# Velocity and length gauge with non-local potentials

An electron in a crystal couples to light through its velocity, and the velocity equals $\mathbf p/m$ only when the potential is a multiplicative function of position. Pseudopotentials, Fock exchange, static self-energies and tight-binding hoppings are not of that kind. I will derive the velocity operator for such Hamiltonians, connect it with the interband dipole, show that the two ways of coupling to light then give one dielectric function, and work out graphene.

## Premises

1. Independent electrons of charge $-e$ ($e>0$) and mass $m$, with $H=\mathbf p^2/2m+V(\mathbf r)+V_{\rm nl}$. The operator $V_{\rm nl}$ is Hermitian, static, lattice periodic and fixed, with kernel $V_{\rm nl}(\mathbf r,\mathbf r')$.
2. The field $\mathbf E(t)$ is uniform (dipole limit), weak, and equal to the macroscopic field.
3. Valence bands $v$ are full and conduction bands $c$ empty. Spin gives a factor 2.
4. Bloch states are $\psi_{n\mathbf k}=e^{i\mathbf k\cdot\mathbf r}u_{n\mathbf k}$ with $\langle u_n|u_{n'}\rangle=\delta_{nn'}$ in the cell. I write $E_{cv}=E_c-E_v=\hbar\omega_{cv}$ and $X_{cv}=\langle u_c|X|u_v\rangle$. Complex fields vary as $e^{-i\omega t}$.

## Step 1: the velocity operator

The Heisenberg equation defines $\mathbf v=d\mathbf r/dt=(i/\hbar)[H,\mathbf r]$. From $[p_\alpha,r_\beta]=-i\hbar\delta_{\alpha\beta}$ we get $[\mathbf p^2,\mathbf r]=-2i\hbar\mathbf p$, so the kinetic energy gives $\mathbf p/m$. The local potential commutes with $\mathbf r$. Hence

$$\mathbf v=\frac{i}{\hbar}[H,\mathbf r]=\frac{\mathbf p}{m}+\frac{i}{\hbar}[V_{\rm nl},\mathbf r],\qquad \langle\mathbf r|[V_{\rm nl},\mathbf r]|\mathbf r'\rangle=V_{\rm nl}(\mathbf r,\mathbf r')\,(\mathbf r'-\mathbf r).\tag{1}$$

The second term counts amplitude carried from $\mathbf r'$ to $\mathbf r$ by the potential itself, weighted by the distance. A lattice translation adds a constant to $\mathbf r$, which drops out of the commutator, so $\mathbf v$ is lattice periodic and diagonal in $\mathbf k$ although $\mathbf r$ is not.

## Step 2: the velocity as a k-gradient

The periodic parts obey $H_{\mathbf k}u_{n\mathbf k}=E_{n\mathbf k}u_{n\mathbf k}$ with $H_{\mathbf k}=e^{-i\mathbf k\cdot\mathbf r}He^{i\mathbf k\cdot\mathbf r}$. Differentiating the two exponentials gives $\nabla_{\mathbf k}H_{\mathbf k}=-i\mathbf rH_{\mathbf k}+iH_{\mathbf k}\mathbf r=i[H_{\mathbf k},\mathbf r]$. Since $\mathbf r$ commutes with the exponentials,

$$\mathbf v_{\mathbf k}\equiv e^{-i\mathbf k\cdot\mathbf r}\,\mathbf v\,e^{i\mathbf k\cdot\mathbf r}=\frac1\hbar\nabla_{\mathbf k}H_{\mathbf k}.\tag{2}$$

So $\langle\psi_{c\mathbf k}|\mathbf v|\psi_{v\mathbf k}\rangle=\hbar^{-1}\langle u_c|\nabla_{\mathbf k}H_{\mathbf k}|u_v\rangle\equiv\mathbf v_{cv}$, for any $H$. The kinetic part gives $(\mathbf p+\hbar\mathbf k)/m$. The non-local kernel becomes $V_{\rm nl}(\mathbf r,\mathbf r')e^{-i\mathbf k\cdot(\mathbf r-\mathbf r')}$, whose gradient brings down $i(\mathbf r'-\mathbf r)$, as (1) requires.

## Step 3: the interband dipole

The product rule gives $\mathbf r\,\psi_{n\mathbf k}=-i\nabla_{\mathbf k}\psi_{n\mathbf k}+e^{i\mathbf k\cdot\mathbf r}\,i\nabla_{\mathbf k}u_{n\mathbf k}$. Project on $\psi_{n'\mathbf k'}$, normalised to $\delta_{n'n}\delta(\mathbf k-\mathbf k')$. The last term is a plane wave times a periodic function, so it is diagonal in $\mathbf k$:

$$\langle\psi_{n'\mathbf k'}|\mathbf r|\psi_{n\mathbf k}\rangle=-i\delta_{n'n}\nabla_{\mathbf k}\delta(\mathbf k-\mathbf k')+\delta(\mathbf k-\mathbf k')\,i\langle u_{n'}|\nabla_{\mathbf k}u_n\rangle .$$

The singular term lives within one band. Between bands the dipole is finite, $\mathbf r_{cv}=i\langle u_c|\nabla_{\mathbf k}u_v\rangle$. Now differentiate $(H_{\mathbf k}-E_v)u_v=0$ and project on $u_c$. The term $\nabla_{\mathbf k} E_v\langle u_c|u_v\rangle$ vanishes, and $\langle u_c|H_{\mathbf k}=E_c\langle u_c|$ because $H_{\mathbf k}$ is Hermitian. What remains is $\hbar\mathbf v_{cv}+E_{cv}\langle u_c|\nabla_{\mathbf k}u_v\rangle=0$, or, where $E_c\ne E_v$,

$$\mathbf r_{cv}=i\langle u_c|\nabla_{\mathbf k}u_v\rangle=\frac{\hbar\,\mathbf v_{cv}}{i(E_c-E_v)}.\tag{3}$$

**Question.** The phase of $u_v$ is arbitrary at each $\mathbf k$. Does its gradient not spoil (3)?

**Answer.** Under $u_n\to e^{i\chi_n(\mathbf k)}u_n$ the new term $-\nabla\chi_v\langle u_c|u_v\rangle$ vanishes by orthogonality. Both sides acquire the factor $e^{i(\chi_v-\chi_c)}$, and $|\mathbf r_{cv}|^2$ is untouched.

## Step 4: the two gauges

In the length gauge a uniform field adds a scalar potential, $H_L=H+e\,\mathbf E(t)\cdot\mathbf r$. This needs no assumption on the form of $H$. Let $\mathbf E=-d\mathbf A/dt$ and $\Psi_V=e^{-ie\mathbf A\cdot\mathbf r/\hbar}\Psi_L$. In $i\hbar\,\partial_t\Psi_V$ the derivative of the exponential gives $e\dot{\mathbf A}\cdot\mathbf r=-e\mathbf E\cdot\mathbf r$, which cancels the dipole term. Therefore $H_V=e^{-ie\mathbf A\cdot\mathbf r/\hbar}He^{ie\mathbf A\cdot\mathbf r/\hbar}$. This is the transformation of Step 2 with $\mathbf k$ shifted, so on periodic parts

$$H_V=H_{\mathbf k+e\mathbf A/\hbar}=H_{\mathbf k}+e\mathbf A\cdot\mathbf v_{\mathbf k}+\frac{e^2}{2\hbar^2}A_\alpha A_\beta\,\partial_\alpha\partial_\beta H_{\mathbf k}+\dots\tag{4}$$

with $\partial_\alpha=\partial/\partial k_\alpha$ and repeated indices summed. For a local potential the series ends with $e\mathbf A\cdot(\mathbf p+\hbar\mathbf k)/m+e^2A^2/2m$. Replacing $\mathbf p$ by $\mathbf p+e\mathbf A$ in the kinetic energy alone, while leaving $V_{\rm nl}$ unchanged, produces a Hamiltonian that is not the transform of $H_L$. It describes a different physical problem.

## Step 5: absorption

Take $\mathbf E=E_0\hat{\mathbf e}\cos\omega t$, so $\mathbf A=-(E_0/\omega)\hat{\mathbf e}\sin\omega t$. Upward transitions are driven by the coefficient of $e^{-i\omega t}$:

$$M_L=\frac{eE_0}{2}\,\hat{\mathbf e}\cdot\mathbf r_{cv},\qquad M_V=\frac{eE_0}{2i\omega}\,\hat{\mathbf e}\cdot\mathbf v_{cv}=\frac{\omega_{cv}}{\omega}M_L ,$$

the last equality by (3). The $A^2$ term is of second order in the field and oscillates at 0 and $2\omega$, so it does not enter. The golden-rule rate $(2\pi/\hbar)|M|^2\delta(E_{cv}-\hbar\omega)$ enforces $\omega_{cv}=\omega$, where $M_V=M_L$. Multiply the rate by $\hbar\omega$, sum over states per volume, and equate to the mean dissipated power density $\sigma_1E_0^2/2$. With $\varepsilon=1+i\sigma/\varepsilon_0\omega$, that is $\varepsilon_2=\sigma_1/\varepsilon_0\omega$,

$$\varepsilon_2(\omega)=\frac{2\pi e^2}{\varepsilon_0}\sum_{cv}\int\!\frac{d^3k}{(2\pi)^3}\,|\hat{\mathbf e}\cdot\mathbf r_{cv}|^2\,\delta(E_{cv}-\hbar\omega)=\frac{2\pi e^2}{\varepsilon_0\omega^2}\sum_{cv}\int\!\frac{d^3k}{(2\pi)^3}\,|\hat{\mathbf e}\cdot\mathbf v_{cv}|^2\,\delta(E_{cv}-\hbar\omega).\tag{5}$$

This is the result. Write $\mathbf w=(i/\hbar)[V_{\rm nl},\mathbf r]$ and let all matrix elements be components along $\hat{\mathbf e}$ between Bloch states. Then $|v_{cv}|^2-|p_{cv}/m|^2=2\,{\rm Re}(p_{cv}^*w_{cv})/m+|w_{cv}|^2$. The formula with $\mathbf p/m$ agrees with the length gauge only at frequencies where this difference integrates to zero over the surfaces $E_{cv}=\hbar\omega$. Nothing forces that when $\mathbf w\neq0$, and the cross term may have either sign.

**Question.** Off resonance $M_V\ne M_L$. Do the gauges then disagree on $\varepsilon_1$?

**Answer.** They agree once the second-order term of (4) is kept. Take one Cartesian direction. The current operator is $-e$ times the shifted velocity, $v+(eA/\hbar^2)\partial^2H_{\mathbf k}$. First-order perturbation theory in $eAv$ gives $j=-e^2AK$ with

$$K(\omega)=2\int\!\frac{d^3k}{(2\pi)^3}\Big[\sum_v\frac{(\partial^2H)_{vv}}{\hbar^2}+\sum_{cv}|v_{cv}|^2\Big(\frac{1}{\hbar\omega-E_{cv}}-\frac{1}{\hbar\omega+E_{cv}}\Big)\Big].$$

Second-order perturbation theory in a shift of $\mathbf k$ gives $\partial^2E_n=(\partial^2H)_{nn}+2\hbar^2\sum_{n'\neq n}|v_{n'n}|^2/(E_n-E_{n'})$. Summed over valence bands, the $vv'$ terms cancel in pairs, so the bracket at $\omega=0$ is $\sum_v\partial^2E_v/\hbar^2$. That is the derivative of a periodic function, its zone integral vanishes, and $K(0)=0$. Subtract $K(0)$ and use

$$\frac{1}{\hbar\omega-E}-\frac{1}{\hbar\omega+E}+\frac2E=\frac{2(\hbar\omega)^2}{E\,[(\hbar\omega)^2-E^2]},\qquad |v_{cv}|^2=\frac{E_{cv}^2|r_{cv}|^2}{\hbar^2}.$$

For field amplitude $\mathcal E$ we have $A=\mathcal E/i\omega$, and the polarisation is $P=j/(-i\omega)=-e^2K\mathcal E/\omega^2$. With $P=\varepsilon_0(\varepsilon-1)\mathcal E$,

$$\varepsilon(\omega)-1=\frac{2e^2}{\varepsilon_0}\sum_{cv}\int\!\frac{d^3k}{(2\pi)^3}\,\frac{2E_{cv}|r_{cv}|^2}{E_{cv}^2-(\hbar\omega)^2},$$

which is the sum of two-level polarisabilities that $eE\,r_{cv}$ gives directly in the length gauge. With $\omega\to\omega+i0$ its imaginary part is (5). The cancellation $K(0)=0$ needs $v$ and $\partial^2H$ from the same $H_{\mathbf k}$. Otherwise a spurious $1/\omega^2$ term stays in $\varepsilon_1$.

## Graphene: the model

One orthonormal real $\pi$ orbital sits on each carbon site. The bonds from an A site to its B neighbours are $\boldsymbol\delta_0=a(1,0)$ and $\boldsymbol\delta_{1,2}=a(-\tfrac12,\pm\tfrac{\sqrt3}2)$. Two further premises define the model: $H_{ij}=-t$ between neighbours, and $\mathbf r$ is diagonal with the site positions $\mathbf r_i$ as eigenvalues. Then (1) reads $\mathbf v_{ij}=(i/\hbar)H_{ij}(\mathbf r_j-\mathbf r_i)$, and Step 2 attaches $e^{i\mathbf k\cdot(\mathbf r_j-\mathbf r_i)}$ to each hop:

$$H_{\mathbf k}=-t\begin{pmatrix}0&f\\ f^*&0\end{pmatrix},\qquad f=\sum_je^{i\mathbf k\cdot\boldsymbol\delta_j}=|f|e^{i\phi}.$$

The eigenvectors are $u_{v,c}=(e^{i\phi},\pm1)^T/\sqrt2$ with $E_{v,c}=\mp t|f|$, so $E_{cv}=2t|f|$.

Length gauge: $\nabla u_v=(i\nabla\phi\,e^{i\phi},0)^T/\sqrt2$, so $\langle u_c|\nabla u_v\rangle=i\nabla\phi/2$ and $\mathbf r_{cv}=-\nabla\phi/2$.

Velocity gauge: $\nabla f=(\nabla|f|+i|f|\nabla\phi)e^{i\phi}$, so $\hbar\mathbf v_{cv}=-\tfrac t2(e^{-i\phi}\nabla f-e^{i\phi}\nabla f^*)=-it|f|\nabla\phi$.

Dividing by $iE_{cv}=2it|f|$ returns $-\nabla\phi/2$, which is (3). The dipole is independent of $t$, and the velocity is proportional to it.

**Question.** Why should $\mathbf r$ be diagonal?

**Answer.** Partly by symmetry. The midpoint $\mathbf s$ of any A–B pair is an inversion centre that exchanges the two orbitals with equal signs, so $\langle A|\mathbf r-\mathbf s|B\rangle=-\langle B|\mathbf r-\mathbf s|A\rangle$. For real orbitals the two elements are also equal, hence zero, and orthogonality removes $\mathbf s$. The first dipoles dropped join second neighbours. They add a bounded term to $\mathbf r_{cv}$, which itself grows without bound towards the zone corners.

## Graphene: the sheet conductivity

In two dimensions the power balance of Step 5 gives a sheet conductance. Set $\sigma_0=e^2/4\hbar$ and $F=\hbar\omega/2t$, and use $\delta(2t|f|-\hbar\omega)=\delta(|f|-F)/2t$:

$$\sigma_1=2\pi e^2\omega\int\!\frac{d^2k}{(2\pi)^2}\frac{(\hat{\mathbf e}\cdot\nabla\phi)^2}{4}\,\delta(2t|f|-\hbar\omega)=\sigma_0\,\frac{F}{2\pi}\int d^2k\,(\hat{\mathbf e}\cdot\nabla\phi)^2\,\delta(|f|-F).\tag{6}$$

Threefold rotation permutes the $\boldsymbol\delta_j$ and leaves $f$ invariant, so the tensor is isotropic and any in-plane $\hat{\mathbf e}$ will do.

*Dirac limit.* At $\mathbf K=(0,4\pi/3\sqrt3a)$ the three phases are the cube roots of unity and $f=0$. To first order in $\mathbf q=\mathbf k-\mathbf K$, $f=\tfrac{3ia}{2}(q_x+iq_y)$. Thus $|f|=3qa/2$, $\hbar v_F=3ta/2$, resonance lies at $qa=2F/3=\hbar\omega/3t$, and $\phi$ is the polar angle plus a constant. Then $|\nabla\phi|=1/q$, and the angular mean of $(\hat{\mathbf e}\cdot\nabla\phi)^2$ is $1/2q^2$. The valley at $-\mathbf K$ contributes equally because $f(-\mathbf k)=f^*(\mathbf k)$. Equation (6) gives

$$\frac{\sigma_1}{\sigma_0}=2\cdot\frac{F}{2\pi}\cdot2\pi q\cdot\frac{1}{2q^2}\cdot\frac{2}{3a}=\frac{2F}{3qa}=1 .$$

The hopping has cancelled. In the velocity form, $|v_{cv}|^2\propto v_F^2$ is offset by a joint density of states $\propto v_F^{-2}$.

*Full lattice.* Let $x=3k_xa/2$, $y=\sqrt3k_ya/2$ and $\gamma=\cos y$. Then $f=e^{-ix/3}(e^{ix}+2\gamma)$, $|f|^2=1+4\gamma^2+4\gamma\cos x$, and

$$\frac{\partial\phi}{\partial k_y}=\frac{\sqrt3a}{2}\,{\rm Im}\frac{-2\sin y}{e^{ix}+2\gamma}=\frac{\sqrt3\,a\sin x\sin y}{|f|^2}.$$

One zone is $-\pi<x\le\pi$, $0\le y<\pi$, with $d^2k=4\,dx\,dy/(3\sqrt3a^2)$. Use $\delta(|f|-F)=2F\delta(|f|^2-F^2)$. The two roots in $x$ give $\int dx\sin^2x\,\delta(|f|^2-F^2)=|\sin x|/2|\gamma|$, and on the contour $16\gamma^2\sin^2x=[F^2-(2\gamma-1)^2][(2\gamma+1)^2-F^2]$. The halves $\gamma>0$ and $\gamma<0$ are equal, and $|dy|=d\gamma/\sqrt{1-\gamma^2}$. The constants combine as $\frac{F}{2\pi}\cdot\frac{4}{3\sqrt3}\cdot\frac{3}{F^4}\cdot2F\cdot2\cdot\frac18=\frac{1}{\sqrt3\pi F^2}$, so for $F<1$

$$\frac{\sigma_1}{\sigma_0}=\frac{1}{\sqrt3\pi F^2}\int_{(1-F)/2}^{(1+F)/2}\!\frac{d\gamma}{\gamma^2}\sqrt{1-\gamma^2}\,\sqrt{[F^2-(2\gamma-1)^2]\,[(2\gamma+1)^2-F^2]}.\tag{7}$$

Put $\gamma=(1+u)/2$, $u=Fs$. Then $\sigma_1/\sigma_0=(2/\pi)\int_{-1}^1ds\sqrt{1-s^2}\,g$ with

$$g=\frac{\sqrt{(1-u)(1+u/3)}\,\sqrt{(1+u/2)^2-F^2/4}}{(1+u)^2}=1-\frac{11}{6}u+\frac{41}{18}u^2-\frac{F^2}{8}+\dots$$

The weight has unit norm, odd powers vanish, and $\langle s^2\rangle=1/4$. The $F^2$ coefficient is $41/72-9/72=4/9$, so

$$\sigma_1=\sigma_0\big[1+(\hbar\omega/3t)^2+O(\omega^4)\big].\tag{8}$$

At $F\to1$ the integrand of (7) behaves as $4/\gamma$ near $\gamma=0$, which is the logarithmic van Hove peak at $\hbar\omega=2t$.

**Question.** Many codes put only lattice vectors in the Bloch phase, so that $H_{\mathbf k}$ is periodic in $\mathbf k$. May one differentiate that matrix?

**Answer.** Not without a correction. That convention has $\tilde f=e^{-i\mathbf k\cdot\boldsymbol\delta_0}f$, with the same bands but $\nabla\tilde\phi=\nabla\phi-\boldsymbol\delta_0$. It is the Step 2 transform for a position operator that puts both atoms of a cell at one point. In (6), along $x$, the integrand becomes $(\partial_x\phi-a)^2$. The cross term is a contour integral of the vector $\nabla\phi$, which threefold symmetry sets to zero. The term $a^2$ stands against $1/2q^2$, so $\sigma_{xx}$ rises by the fraction $2(qa)^2$ to leading order while $\sigma_{yy}$ is unchanged. This false anisotropy is twice the lattice correction in (8).

## Graphene: what p/m misses

Split $t=t_0+t_1$. Let $t_0$ represent $H_{\rm loc}=\mathbf p^2/2m+V$, and let $t_1$ be a non-local operator acting inside the $\pi$ space, for instance a frozen exchange term between neighbours. Exactly, $\mathbf p/m=(i/\hbar)[H_{\rm loc},\mathbf r]$. If the projector $\Pi$ on the $\pi$ space commutes with $H_{\rm loc}$, then $\Pi[H_{\rm loc},\mathbf r]\Pi=[\Pi H_{\rm loc}\Pi,\Pi\mathbf r\Pi]$, and the projected $\mathbf p/m$ is the velocity of the model with hopping $t_0$. I take this as a premise. Both parts of $H_{\mathbf k}$ have the same matrix structure, so the eigenvectors do not depend on the split, and

$$\frac{\mathbf p_{cv}}{m}=\frac{t_0}{t}\,\mathbf v_{cv},\qquad \sigma_1^{(p)}=\Big(\frac{t_0}{t}\Big)^2\sigma_1\quad\text{at every }\omega.\tag{9}$$

With $\mathbf p/m$ the energies carry $t$ and the matrix elements carry $t_0$. The cancellation that gave $\sigma_0$ fails, and the low-frequency limit becomes $(t_0/t)^2\sigma_0$.

**Question.** In tight binding all motion is hopping. Is the whole velocity then non-local?

**Answer.** Formally yes: on the lattice of sites the entire $\mathbf v$ comes from the commutator of an off-diagonal kernel with $\mathbf r$, and (2) and (3) need no split at all. The split matters only when someone imports $\mathbf p_{cv}$ from a local calculation and combines it with energies changed by a non-local operator. Equation (3) says what to do: keep $\mathbf r_{cv}$, which depends on eigenvectors alone, and let $\mathbf v_{cv}$ scale with $E_{cv}$.

## Range of validity

Equations (1), (2) and (4) are operator identities for any static $H$. Spin–orbit coupling depends on $\mathbf p$ and counts as part of $V_{\rm nl}$. Equation (3) needs Hermiticity and $E_c\neq E_v$. At $\mathbf K$ the dipole diverges as $1/2q$ while $\mathbf v_{cv}$ stays finite. An energy-dependent self-energy lies outside the premises. In a finite basis the gauges remain equivalent if $\mathbf v$ is built as the commutator of the projected $H$ with a projected $\mathbf r$ whose components commute, as the diagonal one does. Equation (5) needs linear response, the dipole limit and no local fields. For graphene with chemical potential $\mu$, the filling assumed requires $\hbar\omega-2|\mu|\gg k_BT$. A second-neighbour hopping adds a multiple of the unit matrix to $H_{\mathbf k}$ and changes neither $E_{cv}$ nor $\mathbf r_{cv}$. Third-neighbour hopping and orbital overlap do change them. The premise on $\Pi$ weakens far from the zone corners, where the upper $\pi$ band meets other states odd under the plane.

**Question.** If $t_1$ comes from exchange, it responds to the field. Can it be held fixed?

**Answer.** Only as an approximation, and for long-range Coulomb exchange not a small one. Equation (4) includes the change of $V_{\rm nl}$ that gauge covariance demands. It omits the change caused by the perturbed density matrix, which is the electron–hole attraction. Its scale follows from two results that I quote without derivation, both for Dirac electrons to first order in the unscreened Coulomb interaction. Let $\alpha_g=\alpha c/v_F$, with $\alpha$ the fine-structure constant and $c$ the speed of light. First, the exchange self-energy leaves the eigenvectors unchanged and makes the velocity $v(q)=v_F[1+(\alpha_g/4)\ln(\Lambda/q)]$, with $\Lambda$ a cutoff. Second, self-energy and vertex terms together change $\sigma_0$ by the fraction $\frac{19-6\pi}{12}\,\alpha_g$. A frozen exchange keeps the self-energy part. With $E_{cv}=2\hbar qv(q)$ and the same $\mathbf r_{cv}$, the first form of (6) gives $\sigma_1/\sigma_0=E_{cv}/(q\,dE_{cv}/dq)=v/(v+q\,dv/dq)=1+\alpha_g/4$ to first order. The omitted vertex part is the remainder, $\big(\frac{19-6\pi}{12}-\frac14\big)\alpha_g=\frac{8-3\pi}{6}\,\alpha_g$. The coefficients are $+0.25$ for the part kept, $-0.237$ for the part omitted and 0.0125 for the sum. For the $v_F$ below, $\alpha_g=2.2$, which gives about $+0.55$, $-0.52$ and 0.03. The coupling is not small, so these numbers fix scales only. The omitted term is larger in size than the effect in (9) for the split used below, and the net shift is small only because the two parts nearly cancel. That net shift still exceeds the lattice correction at 1 eV. A nearest-neighbour $t_1$ has no logarithm, so the model contains neither part.

## Numerical illustration

Inputs: a typical bond length $a\approx0.142$ nm, a typical hopping $t_0\approx2.7$ eV, and an illustrative $t_1=0.4$ eV, chosen so that $t=3.1$ eV gives $v_F=3ta/2\hbar=1.00\times10^6$ m/s, a typical value. The photon energy is $\hbar\omega=1.0$ eV. A sheet has no unique $\varepsilon_2$, so I use $\varepsilon_2=\sigma_1/\varepsilon_0\omega d$ with the conventional thickness $d\approx0.335$ nm, the typical layer spacing of graphite.

Then $F=0.1613$, $qa=0.1075$ and $(qa)^2=0.0116$. The integral (7) gives $\sigma_1/\sigma_0=1.0117$, against 1.0116 from (8). Further, $\sigma_0=6.085\times10^{-5}$ S and $(t_0/t)^2=0.7586$.

For a free sheet at normal incidence let $\xi=\sigma/\varepsilon_0c$. Continuity of the electric field gives $1+\rho=\tau$ for the reflected and transmitted amplitudes, and the jump of the magnetic field gives $1-\rho-\tau=\xi\tau$. Hence $\tau=1/(1+\xi/2)$, and the absorbed fraction is ${\rm Re}\,\xi\,|\tau|^2$. The imaginary part of $\sigma$ enters $|\tau|^2$ only at order $\xi^2$ and is dropped. The factor $|\tau|^2$ is kept because its relative effect, about $-\xi$, exceeds the lattice correction.

| quantity | either gauge, with $\mathbf v$ | with $\mathbf p/m$ |
|---|---|---|
| $\sigma_1/\sigma_0$ | 1.0117 | 0.7675 |
| $\sigma_1$ ($10^{-5}$ S) | 6.16 | 4.67 |
| $\varepsilon_2$ | 13.7 | 10.4 |
| $\xi$ (per cent) | 2.32 | 1.76 |
| absorbed fraction (per cent) | 2.27 | 1.73 |

These are the model's numbers. The lattice-vector phase convention would raise $\sigma_{xx}$ by a fraction 0.023. The model should not be carried into the ultraviolet: it places the van Hove peak at $2t=6.2$ eV, about 35 per cent above the roughly 4.6 eV typical of graphene, because it omits longer-range hopping, overlap and the electron–hole attraction. At 1 eV the first column depends on $t$ only through the correction of order $(qa)^2$. The second column depends on the assumed split, and with this one the use of $\mathbf p/m$ lowers the model's $\sigma_1$ and $\varepsilon_2$ by 24 per cent at every frequency.